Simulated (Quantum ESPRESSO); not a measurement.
# Strain shifts and splitting of the zone-centre optical modes of zinc-blende BN under biaxial strain, from LDA linear response

A zinc-blende BN film bonded to a substrate with a different lattice constant or thermal expansion is strained in its plane, and a Raman line offers a way to read that strain without contact. The reading needs a coefficient: the shift in wavenumber per per cent of strain, for a mode of known polarisation. Here the coefficients are calculated in LDA for strain in the (001) plane, with the stress along z released as at a free surface. Shifts are measured from the unstrained crystal at the same level, 1068.63 cm⁻¹, and tension is positive. The splitting is the singlet, polarised along z, minus the doublet, polarised in the plane. The macroscopic field of longitudinal modes is left out.

## Set-up

One crystal, BN (zinc-blende) (known phase), relaxed once; z is the cube axis [001]. The cell was strained equally along x and y, with the z edge set so that the stress along z vanishes. Forces on the atoms are under 0.01 eV/Å in every row. Program: Quantum ESPRESSO 7.5, plane waves, LDA, PseudoDojo norm-conserving potentials, scalar-relativistic, no spin-orbit coupling, no spin; linear response. Plane-wave runs: cutoff 1252 eV; k meshes with a least product of divisions and cell-vector length from 29 to 31 Å; fixed occupations. The tabled runs alone: cutoff 1252 eV, k length 29 to 31 Å, k mesh 12×12×12. Members of the series left out: +3 % (no converged response run).

Notes on method and selection:

- Harmonic values at the static lattice; measured values carry thermal expansion and anharmonic shifts at their temperature.
- For a cubic two-atom crystal the shifts follow the phonon deformation potentials p and q: singlet Δω = [p·ε_zz + q·(ε_xx + ε_yy)]/(2ω₀), doublet Δω = [p·ε_xx + q·(ε_yy + ε_zz)]/(2ω₀).
- In a polar crystal the macroscopic field, left out here, lifts whichever component is longitudinal for the scattering geometry, at rest by 232.1 cm⁻¹.
- Runs that did not converge, have known faults or may not be shown are not listed, and runs on Ansatz's PAW sets soft_1 and soft_2 are kept to separate tables.

Columns:

- biaxial strain (%): equal strain along x and y; tension positive.
- strain along z (%): strain along z that goes with it.
- stress (GPa): stress along x, tension positive.
- singlet mode (cm⁻¹): zone-centre optical mode, singlet, polarised along z; no LO-TO term, no sum rule.
- doublet mode (cm⁻¹): zone-centre optical mode, doublet, polarised in the x-y plane; no LO-TO term, no sum rule.
- splitting (cm⁻¹): singlet minus doublet.

Input lines of one member:

```
phonons
 &inputph
    prefix='x',
    outdir='./tmp',
    fildyn='s.dyn',
    tr2_ph=1.0d-18,
    epsil=.true.,
 /
0.000000000000 0.000000000000 0.000000000000
```

Command (options for logging and memory left out): `OMP_NUM_THREADS=1 mpirun -n 4 ph.x -nk 4 -in ph.in > ph.out`

## The series

| member | biaxial strain (%) | strain along z (%) | stress (GPa) | singlet mode (cm⁻¹) | doublet mode (cm⁻¹) | splitting (cm⁻¹) |
| --- | --- | --- | --- | --- | --- | --- |
| −3.0 % | −3 | 1.37 | −30.99 | 1114.73 | 1134.95 | −20.22 |
| −2.0 % | −2 | 0.92 | −19.92 | 1099.01 | 1113.32 | −14.31 |
| −1.0 % | −1 | 0.46 | −9.61 | 1083.61 | 1091.19 | −7.58 |
| +0.0 % | 0 | 0.00 | −0.03 | 1068.63 | 1068.63 | 0.00 |
| +1.0 % | 1 | −0.46 | 8.89 | 1053.93 | 1045.54 | 8.39 |
| +2.0 % | 2 | −0.93 | 17.19 | 1039.58 | 1021.97 | 17.61 |

Least-squares fits to the whole series, with x = biaxial strain (%); R² and errors in the fitted variable (y, or ln y where the fit is in ln y):

| y | members | fit | R² | rms residual | leave-one-out rms | the same for the mean of the others |
| --- | --- | --- | --- | --- | --- | --- |
| singlet mode (cm⁻¹) | 6 | y = 1069.07 − 15.0277 x | 1.00 | 0.43 | 0.77 | 31 |
| doublet mode (cm⁻¹) | 6 | y = 1067.97 − 22.5943 x | 1.00 | 0.60 | 1.1 | 46 |

## Mechanism

Both modes soften under tension and harden under compression. The fitted slopes are −15.03 cm⁻¹ per per cent for the singlet and −22.59 cm⁻¹ per per cent for the doublet, so the singlet lies above the doublet in tension and below it in compression.

The simplest model rests on three assumptions. First, the squared frequencies are the eigenvalues of a 3×3 matrix that equals $\omega_0^2$ times the unit matrix at rest. Second, strain changes this matrix linearly. For strains along the cube axes, cubic symmetry keeps it diagonal and leaves two constants: $p$ for strain along the polarisation and $q$ for strain along each perpendicular axis. With $\varepsilon$ the in-plane strain,

$$\omega_s^2-\omega_0^2=p\,\varepsilon_{zz}+2q\,\varepsilon,\qquad \omega_d^2-\omega_0^2=p\,\varepsilon+q(\varepsilon+\varepsilon_{zz}).$$

Third, the shifts are small, so that $\omega^2-\omega_0^2\approx 2\omega_0\Delta\omega$. With $a=p/2\omega_0$ and $b=q/2\omega_0$,

$$\Delta\omega_s=a\,\varepsilon_{zz}+2b\,\varepsilon,\qquad \Delta\omega_d=a\,\varepsilon+b(\varepsilon+\varepsilon_{zz}),$$

and the splitting is $(a-b)(\varepsilon_{zz}-\varepsilon)$.

The common softening follows from bond length. In-plane tension outweighs the contraction along z, all four bonds of an atom lengthen equally, and a longer bond is a weaker spring.

The splitting has a less obvious origin. Tension also tilts the bonds towards the plane, which by itself would stiffen in-plane motion. For nearest-neighbour stretching springs alone the splitting would be $\omega_0(\varepsilon_{zz}-\varepsilon)$, or 1068.63 × (−0.46 − 1) / 100 = −15.6 cm⁻¹ at +1.0 %. The computed value is +8.39 cm⁻¹. Other forces must therefore reverse the sign. The resistance to bond bending and the Coulomb forces between the ions are likely candidates, but the frequencies alone do not separate them.

## Fixing and testing the model

The unstrained row gives $\omega_0$ = 1068.63 cm⁻¹, and the +1.0 % row gives the two constants. In the doublet, b multiplies the sum of the strains along y and z, whose size in per cent is 1 − 0.46 = 0.54, 2 − 0.93 = 1.07, 2 − 0.92 = 1.08 or 3 − 1.37 = 1.63, depending on the row. With strains in per cent, the shifts at +1.0 % require

−0.46 a + 2 b = 1053.93 − 1068.63 = −14.70

a + 0.54 b = 1045.54 − 1068.63 = −23.09

Hence b = (−14.70 − 0.46 × 23.09) / (2 + 0.46 × 0.54) = −11.26 and a = −23.09 + 0.54 × 11.26 = −17.01, both in cm⁻¹ per per cent. The other four rows, in cm⁻¹, then follow.

**+2.0 %**
- Singlet: 1068.63 + 17.01 × 0.93 − 11.26 × 4 = 1039.41; table 1039.58.
- Doublet: 1068.63 − 17.01 × 2 − 11.26 × 1.07 = 1022.56; table 1021.97.

**−1.0 %**
- Singlet: 1068.63 − 17.01 × 0.46 + 11.26 × 2 = 1083.33; table 1083.61.
- Doublet: 1068.63 + 17.01 × 1 + 11.26 × 0.54 = 1091.72; table 1091.19.

**−2.0 %**
- Singlet: 1068.63 − 17.01 × 0.92 + 11.26 × 4 = 1098.02; table 1099.01.
- Doublet: 1068.63 + 17.01 × 2 + 11.26 × 1.08 = 1114.81; table 1113.32.

**−3.0 %**
- Singlet: 1068.63 − 17.01 × 1.37 + 11.26 × 6 = 1112.89; table 1114.73.
- Doublet: 1068.63 + 17.01 × 3 + 11.26 × 1.63 = 1138.01; table 1134.95.

The rms miss over these four rows is 1.1 cm⁻¹ for the singlet and 1.7 cm⁻¹ for the doublet, against 31 and 46 cm⁻¹ over all six rows when each is estimated by the mean of the others.

## Where the trend breaks

Largest departures from the fit to the whole series:

| member | singlet mode (cm⁻¹) | fit | computed − fit | in rms residuals |
| --- | --- | --- | --- | --- |
| −3.0 % | 1114.73 | 1114.15 | +0.58 | 1.3 |
| +2.0 % | 1039.58 | 1039.01 | +0.57 | 1.3 |
| −1.0 % | 1083.61 | 1084.10 | −0.49 | 1.1 |
| +0.0 % | 1068.63 | 1069.07 | −0.44 | 1.0 |

In all four predicted rows the computed singlet lies above the model and the doublet below it. The misses are largest at −3.0 %, 1114.73 − 1112.89 = 1.84 cm⁻¹ for the singlet and 1134.95 − 1138.01 = −3.06 cm⁻¹ for the doublet. They add up in the splitting: the model gives 1112.89 − 1138.01 = −25.12 cm⁻¹, the table −20.22 cm⁻¹.

Different assumptions fail for the two modes, as the squared frequencies show. For the doublet, $\omega^2$ falls by 1068.63² − 1045.54² = 48816 cm⁻² at +1.0 %. At −3.0 % it rises by 1134.95² − 1068.63² = 146141 cm⁻², or 146141 / 3 = 48714 cm⁻² per per cent, almost the same. Its miss comes from the third assumption, the replacement of a square root by a straight line. For the singlet the corresponding changes are 1068.63² − 1053.93² = 31202 cm⁻² and 1114.73² − 1068.63² = 100653 cm⁻², the latter 100653 / 3 = 33551 cm⁻² per per cent, larger by about 8 %. Here the second assumption fails: the force constant along z is not linear in strain.

A strain read from the splitting with the +1.0 % coefficient would be −20.22 / 8.39 = −2.4 % where the true value is −3 %.

## Conclusions

From −3 to +2 %, straight lines of −15.0 and −22.6 cm⁻¹ per per cent describe the singlet and doublet to about 1 cm⁻¹. The splitting per per cent is less constant, growing from 20.22 / 3 = 6.7 cm⁻¹ at −3 % to 17.61 / 2 = 8.8 cm⁻¹ at +2 %.

One omitted effect exceeds the whole range of either mode: the macroscopic field, which raises a longitudinal component by 232.1 cm⁻¹ at rest. In backscattering from a (001) surface the allowed line is the z-polarised mode in its longitudinal form. The singlet slope is not yet the coefficient of that line, since the dielectric tensor becomes uniaxial under strain and the lift can change with it. The slopes apply directly to transverse lines, referred to an unstrained sample at the same temperature.

[Logs are printed without paths, hosts, clocks, repeated set-up lines and the standing remarks that a program may print on its own settings, such as how far it seeks lower states.]
